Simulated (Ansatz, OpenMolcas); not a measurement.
# A ladder of methods for GaH2O2 (SMILES [OH][Ga][OH])

The species is GaH2O2 (5 atoms), meant as a doublet with charge 0. SMILES: `[OH][Ga][OH]`. Geometry: relaxed at PBE0-D4/def2-TZVP. This is one conformer, not always the lowest.

```
atom    x (Å)    y (Å)    z (Å)
   O  -0.3706   0.0216  -1.2744
  Ga  -0.3117  -0.7538   0.3536
   O   0.6182   0.1549   1.5911
   H  -0.8674  -0.4646  -1.9365
   H   0.9815   0.9682   1.2247
```

Each level gives the electronic atomisation energy (eV). The values are calculated. Electronic energies at fixed atoms, without zero-point motion or spin-orbit coupling.

| level | kind | program | value (eV) | CPU time (all runs) |
| --- | --- | --- | --- | --- |
| UHF/def2-SVPD | Hartree–Fock | Ansatz | 10.80 | 3.3 s |
| USVWN5/def2-SVPD | LDA | Ansatz | 19.70 | 4.4 s |
| UBLYP/def2-SVPD | GGA | Ansatz | 16.44 | 7.1 s |
| UPBE/def2-SVPD | GGA | Ansatz | 16.92 | 6.5 s |
| U-r2SCAN/def2-SVPD | meta-GGA | Ansatz | 16.71 | 17 s |
| UPBE0/def2-SVPD | global hybrid | OpenMolcas | 16.26 | 32 s |
| U-wB97X/def2-SVPD | range-separated hybrid | Ansatz | 16.37 | 30 s |
| UB2PLYP/def2-SVPD | double hybrid | Ansatz | 16.28 | 10 s |
| UCCSD/def2-SVPD | coupled cluster or CI | Ansatz | 15.53 | 45 s |

All-electron rows without a relativistic Hamiltonian named are non-relativistic. Correlated wave functions underbind in double-zeta sets. The values span 10.80 to 19.70 eV. In the correlated wave-function rows the outer d shell of Ga is correlated, in sets not made for it. CPU times are rough (shared hosts, several kinds of processor and program).

Electron correlation supplies a large part of the binding in Ga(OH)2. Hartree–Fock gives only 10.80 eV because forming two O–H and two Ga–O bonds pairs electrons that are unpaired in the separated atoms, and the correlation gained by that pairing is missing. The local density approximation errs the other way, at 19.70 eV: it describes the strongly inhomogeneous densities of the free atoms worse than that of the molecule. Gradient corrections remove most of this overbinding. Exact exchange lowers the value further from PBE to PBE0, but the rungs don't form a strict sequence, since BLYP already lies below r2SCAN and close to the hybrids.

The lower UCCSD value doesn't show that the hybrids overbind, as connected triple excitations, which it omits, would probably add to the binding. The total also mixes strong O–H bonds with polar Ga–O bonds, so it gives neither the Ga–OH bond strength nor the stability of this formally gallium(II) radical against disproportionation.
